Appendix. Band parameters of In0.53Ga0.47As from the level spacings of a shallow donor: an inverse problem

A.1 Data

An isolated donor in In0.53Ga0.47As, treated as a virtual crystal at zero temperature and zero external field, has a nearly hydrogenic spectrum. The table lists five excitation energies from the 1s ground state, as an envelope-function calculation would report them. The values are made for this exercise from the level formula (A5) below and rounded to 0.1 µeV. They are not measurements. The p entries are centres of gravity of any spin-orbit doublet.

  S2 = E(2s) − E(1s) = 2186.3 µeV
  P2 = E(2p) − E(1s) = 2190.0 µeV
  S3 = E(3s) − E(1s) = 2590.7 µeV
  P3 = E(3p) − E(1s) = 2591.8 µeV
  P4 = E(4p) − E(1s) = 2732.5 µeV

A parabolic band with a pure Coulomb potential would give S2 = P2 and S3 = P3, whereas the table has P2 − S2 = 3.7 µeV and P3 − S3 = 1.1 µeV. To be found are the effective Rydberg, the non-parabolicity parameter α of the conduction band and the strength of whatever acts at the donor site alone.

A.2 Level formula

Energies are counted from the conduction-band edge. The band is isotropic, with band-edge mass m* and dispersion

  E(1 + αE) = ħ²k²/2m* ≡ T,  so that E = [√(1 + 4αT) − 1]/2α = T − αT² + 2α²T³ − …  (A1)

The donor potential is V = −e²/(4πε0 ε r), with ε the static dielectric constant. With m0 the free-electron mass, a0 the Bohr radius and Ry = 13.606 eV, the units are R ≡ Ry* = Ry (m*/m0)/ε² and a* = a0 ε/(m*/m0). In these units T = −∇², V = −2/r, and the levels of T + V are E_n = −1/n².

The term −αT² is treated in first order, the only admissible use of an operator that is unbounded below. It is a scalar and hence diagonal in l and m, so the states |nlm⟩ are already the right basis within each degenerate shell. Since Tψ = (E_n − V)ψ,

  ⟨T²⟩ = ∫|Tψ|² d³r = E_n² − 2E_n⟨V⟩ + ⟨V²⟩.  (A2)

The hydrogenic averages ⟨1/r⟩ = 1/n² and ⟨1/r²⟩ = 2/[n³(2l + 1)] give ⟨V⟩ = −2/n² and ⟨V²⟩ = 8/[n³(2l + 1)]. The first two terms of (A2) add up to 1/n⁴ − 4/n⁴, and in ordinary units the kinetic shift is

  ΔE(n,l) = −A [8n/(2l + 1) − 3]/n⁴,  A ≡ αR².  (A3)

The level 1s deepens by 5A, 2s by 13A/16, 2p by 7A/48, 3s by 7A/27, 3p by 5A/81 and 4p by 23A/768. The expansion parameter is β = αR = A/R.

Any perturbation confined to distances much smaller than a* shifts a level in proportion to the envelope density at the origin,

  |ψ(0)|² = δ(l,0)/(π n³ a*³),  (A4)

where δ(l,0) is 1 for s states and 0 otherwise. All such contact terms are collected in one energy C, positive when the net effect is attractive:

  E(n,l) = −R/n² − A[8n/(2l + 1) − 3]/n⁴ − C δ(l,0)/n³.  (A5)

Section A.6 shows that a contact term of the same order as (A3) arises from the band coupling that causes the non-parabolicity, so C cannot be dropped even for an ideal point donor.

A.3 Inversion

Formula (A5) is linear in R, A and C. Subtracting E(1s) = −R − 5A − C gives

  S2 = (3/4)R + (67/16)A + (7/8)C
  P2 = (3/4)R + (233/48)A + C
  P3 = (8/9)R + (400/81)A + C  (A6)

and, for the two lines held back as tests, S3 = (8/9)R + (128/27)A + (26/27)C and P4 = (15/16)R + (3817/768)A + C.

The difference P2 − S2 = 2A/3 + C/8 gives C = 8(P2 − S2) − 16A/3. Inserting this into P2 leaves 8S2 − 7P2 = (3/4)R − (23/48)A, while P3 − P2 = (5/36)R + (109/1296)A is free of C from the start. Eliminating R between the last two relations yields A, and back-substitution the rest:

  A = (81P3 + 24P2 − 120S2)/14
  R = (621P3 − 1384P2 + 872S2)/168
  C = (264S2 − 8P2 − 216P3)/7  (A7)

With the tabulated values the numerators are 139.8, 485001.4 and −165.6 µeV, so that A = 9.986 µeV, R = 2886.91 µeV and C = −23.66 µeV. These carry guard digits, and unrounded values are used in what follows. Then β = 0.00346 and

  α = A/R² = 1.198 eV⁻¹.

The held-back lines test the model. From (A5), E(np) − E(ns) = (16A/3 + C)/n³ for every n, so P3 − S3 = (8/27)(P2 − S2) whatever the parameters are. The right side is 1.10 µeV against 1.1 µeV in the table, and S3 is predicted at 2590.70 µeV. The prediction for P4 is 2732.45 µeV, 0.05 µeV below the entry. As the table was generated from (A5), this agreement confirms the algebra and not the physics; with independent data the same relations would test the form of (A5).

The kinetic shifts of the model follow from (A3): 50 µeV for 1s, 8.1 µeV for 2s and 1.46 µeV for 2p. The 1s binding energy is R + 5A + C = (297P3 − 136P2 + 8S2)/168 = 2913.2 µeV, which exceeds R by 5A + C = 26.3 µeV. In the freeze-out range of a compensated sample the electron density varies as exp(−E_D/kB T_L), with E_D the binding energy and T_L the lattice temperature. At 4.2 K the net excess lowers this exponential by a factor 1.08; the kinetic shift alone would give 1.15.

A.4 Uniqueness

The determinant of (A6), with rows and columns in the order written, is −7/432. The three lines therefore fix R, A and C uniquely, and for R > 0 the step from A to α is one-to-one. Three qualifications apply.

First, the levels depend on m* and ε only through R, which fixes (m*/m0)/ε² = 2.1218 × 10⁻⁴. Taking the typical ε ≈ 13.9 as a given input, m* = 0.0410 m0 and a* = e²/(8πε0 ε R) = 17.9 nm; a relative change of ε is doubled in m*. The value of α needs neither quantity.

Second, the s levels can be written −R/n² − (8A + C)/n³ + 3A/n⁴. The larger part of their kinetic shift has the n dependence of a contact term and cannot be told from it. All s–p splittings repeat the single combination 16A/3 + C = 29.6 µeV. What separates A from C is only the term 3A/n⁴ and the small shift of the p levels.

Third, a model with fewer parameters returns a definite but biased answer. Setting C = 0 and using S2 and P2 gives A = (3/2)(P2 − S2) = 5.55 µeV, R = 2884.1 µeV and α = 0.67 eV⁻¹; the bias in A is 3C/16. This fit places P3 at 2591.0 µeV, 0.8 µeV below the table. The purely hydrogenic reading R = (4/3)P2 = 2920.0 µeV is 1.1 per cent high: tolerable for an effective mass, and silent on α.

A.5 Propagation of errors

For independent errors of standard deviation σ in each line, the standard deviation of a linear estimate is σ times the root sum of squares of its coefficients. From (A7) the amplification factors are 10.5 for A, 10.4 for R and 48.7 for C. Rounding to a step of 0.1 µeV corresponds to σ = 0.1/√12 = 0.029 µeV, which gives

  R = 2886.9 ± 0.3 µeV,  A = 10.0 ± 0.3 µeV,  C = −23.7 ± 1.4 µeV,  α = 1.20 ± 0.04 eV⁻¹.

The relative uncertainty of α is that of A, 3.0 per cent; the contribution 2σ_R/R is 2 × 10⁻⁴. If all three rounding errors reach 0.05 µeV with the worst signs, A moves by 0.05 × 225/14 = 0.80 µeV and α by 0.10 eV⁻¹. The expected scatter of the two tests is 0.04 µeV for S3 and 0.05 µeV for P4, in line with the residuals, whereas C lies 17 standard deviations from zero, so the fit with C = 0 is rejected.

The estimates of A and C have correlation coefficient −0.99, the statistical form of the near-degeneracy of Section A.4. Combinations across the long axis of the error ellipsoid are sharp: the binding energy has amplification 1.9 and is fixed to 0.06 µeV, although each of its three parts is much less certain. A least-squares fit to all five lines lowers the factor for A only to 9.5.

The choice of lines matters more than their number. The dipole-allowed series alone is formally sufficient, since P4 − (27/20)P3 + (7/20)P2 = (3/1280)A removes both R and C. The amplification is then 732, which is 70 times that of (A7). The bracket equals 0.07 µeV and returns A = 30 ± 21 µeV, which is no determination. The 2s level, which one-photon absorption from 1s does not reach, carries the result.

Systematic errors act differently. A common scale factor 1 + s multiplies R, A and C alike and changes α by the relative amount −s, which is harmless. A common offset δ moves A by (81 + 24 − 120)δ/14 = −15δ/14, so an offset of 1 µeV alters α by 11 per cent.

A.6 What A and C contain

Darwin term. In the Kane model the non-parabolicity comes from the k·p coupling, of strength P, between the conduction band and the p-like valence bands at −Eg (j = 3/2) and −(Eg + Δ) (j = 1/2). Free-electron and remote-band terms are neglected here. The projectors on the two valence multiplets are (2 + L·σ)/3 and (1 − L·σ)/3, with L the l = 1 orbital matrices and σ the Pauli matrices. Eliminating the valence envelopes, with k = −i∇ and w = E − V(r), gives a spin-independent operator k·f(w)k and a spin-dependent one of magnitude σ·(∇g × k), where

  f = (P²/3)[2/(Eg + w) + 1/(Eg + Δ + w)],  g = (P²/3)[1/(Eg + w) − 1/(Eg + Δ + w)].  (A8)

For V = 0, E = f(E)k² gives ħ²/2m* = f(0) and α = −f′(0)/f(0). For the donor, the term linear in w shifts a level by −β∫(E_n − V)|∇ψ|² d³r in reduced units. For real ψ, |∇ψ|² = ½∇²(ψ²) − ψ∇²ψ and −∇²ψ = (E_n − V)ψ, so the integral is ⟨T²⟩ − ½⟨∇²V⟩. With ∇²V = 8πδ³(r) and (A4), the shift is (A3) plus 4A δ(l,0)/n³. The coupled bands thus add a Darwin contribution −4A = −40 µeV to C, which cancels four fifths of the kinetic shift of 1s and leaves −A. The deepening by 5A is one term of the band-coupling correction, not its total.

Spin-orbit term. Since ∇g = −g′∇V, the spin-dependent operator has magnitude ηβ(2/r³)σ·L in reduced units, with L now the envelope angular momentum, η = g′(0)/f′(0) and 2/r³ = (1/r)dV/dr. For 2p, ⟨r⁻³⟩ = 1/24 and σ·L = 1 or −2, so the doublet is split by ηA/4 about an unshifted centre of gravity. The typical low-temperature inputs Eg ≈ 0.81 eV and Δ ≈ 0.33 eV give η = 0.20 and a splitting of 0.5 µeV, about a third of the kinetic 2p shift. The 3p splitting is 8/27 of this. Reading the j = 3/2 components in place of the centres would displace A by (16/14)(ηA/4) = 0.6 µeV, twice the rounding uncertainty.

Higher orders in β. For s states ⟨T³⟩ diverges, because the 1s momentum distribution, (32/π)p²/(1 + p²)⁴ in reduced units, falls only as p⁻⁶. If the square root in (A1) is used as a one-band operator, the remainder beyond −βp⁴ is, with u = 2p√β and q = √(1 + u²), equal to u⁶(q + 3)/[16β(q + 1)³]. Averaging it over the bare tail (32/π)p⁻⁶, which lies above the true distribution, gives (1024/π)β^(3/2) times ∫(q + 3)/[16(q + 1)³] du = 1/15, taken from 0 to ∞. As the hydrogenic 1s function is a variational trial state, the exact one-band level lies at most (1024/15π)A√β = 13 µeV above the first-order result; this bound is a quarter of 5A. The amplitude of the tail is proportional to ψ(0), so the leading term is of contact form and enters C. For 2p the average is finite, ⟨T³⟩ = 21/64, and the term 2α²T³ contributes (21/32)βA = 0.02 µeV, which is 4.5β or 1.6 per cent of the first-order shift. Taken as the scale of the terms of order βA that C does not absorb, this puts the truncation error of α near half the rounding uncertainty, and a third decimal of α has no meaning.

Reading of C. The Darwin term and the tail term belong to different Hamiltonians and are not simply to be added. On the coupled-band reading the remainder C + 4A = +16 µeV is an attractive short-range part, such as a central-cell potential. On the one-band reading the remainder is no higher than about −11 µeV, a repulsive one. The data fix C, but not even the sign of its chemical part.

Polaron and anisotropy. Weak coupling α_F to an optical phonon of energy ħω lowers a band state in second order by α_F ħω arcsin(κ)/κ, with κ² = T/ħω. The series 1 + κ²/6 + 3κ⁴/40 shows a contribution 3α_F/(40ħω) to α. A single effective mode with the approximate inputs α_F ≈ 0.06 and ħω ≈ 0.033 eV gives 0.14 eV⁻¹, 11 per cent of the inferred value. In a real crystal α from (A7) is the sum of the band and polaron parts. The cubic anisotropy of the k⁴ term transforms as l = 4 and has no first-order average in s or p states, so the α found is the spherical mean.

A.7 Transfer to a real sample

A determination of α to 10 per cent requires σ ≈ 0.1 µeV; line centres known to 2 µeV would leave A uncertain by 21 µeV, twice its value. Two effects stand in the way.

Alloy disorder gives each donor its own level. If the two cations differ by a potential U over a primitive cell of volume Ω, the first-order shifts from independent sites of indium fraction x have variance x(1 − x)U²Ω∫|ψ|⁴d³r, and ∫|ψ|⁴d³r = 1/(8πa*³) for 1s. With x = 0.53, an approximate U ≈ 0.5 eV and the typical lattice constant 0.587 nm, for which Ω is a quarter of the cube, 0.0506 nm³, the standard deviation is 0.15 meV. This is about three times the kinetic shift of 1s, and line centres would have to be located to better than a thousandth of it.

Electric fields mix ns and np. The dipole matrix element between 2s and 2p(m = 0) is 3a* in magnitude, so the coupling equals the 3.7 µeV splitting at a field of 0.69 V/cm. For an illustrative density of ionised impurities of 10¹⁴ cm⁻³, a single ion at the spacing N^(−1/3) = 215 nm produces 22 V/cm. In compensated material the n = 2 shell is then governed by the Stark effect, and S2 and P2 lose their meaning as entries of (A6).

The inversion (A7) is therefore a tool for calculated spectra of an isolated donor, where it separates the kinetic term from the contact terms at the price of a tenfold amplification of errors. The results R = 2886.9 µeV, α = 1.20 ± 0.04 eV⁻¹ and C = −23.7 ± 1.4 µeV are the model's, not the material's. The parameters behind the table were chosen to reproduce what is typical of this alloy, a band-edge mass near 0.04 m0, a donor binding near 3 meV and an α somewhat above 1 eV⁻¹, while C was set for illustration only; recovering them says nothing new about In0.53Ga0.47As.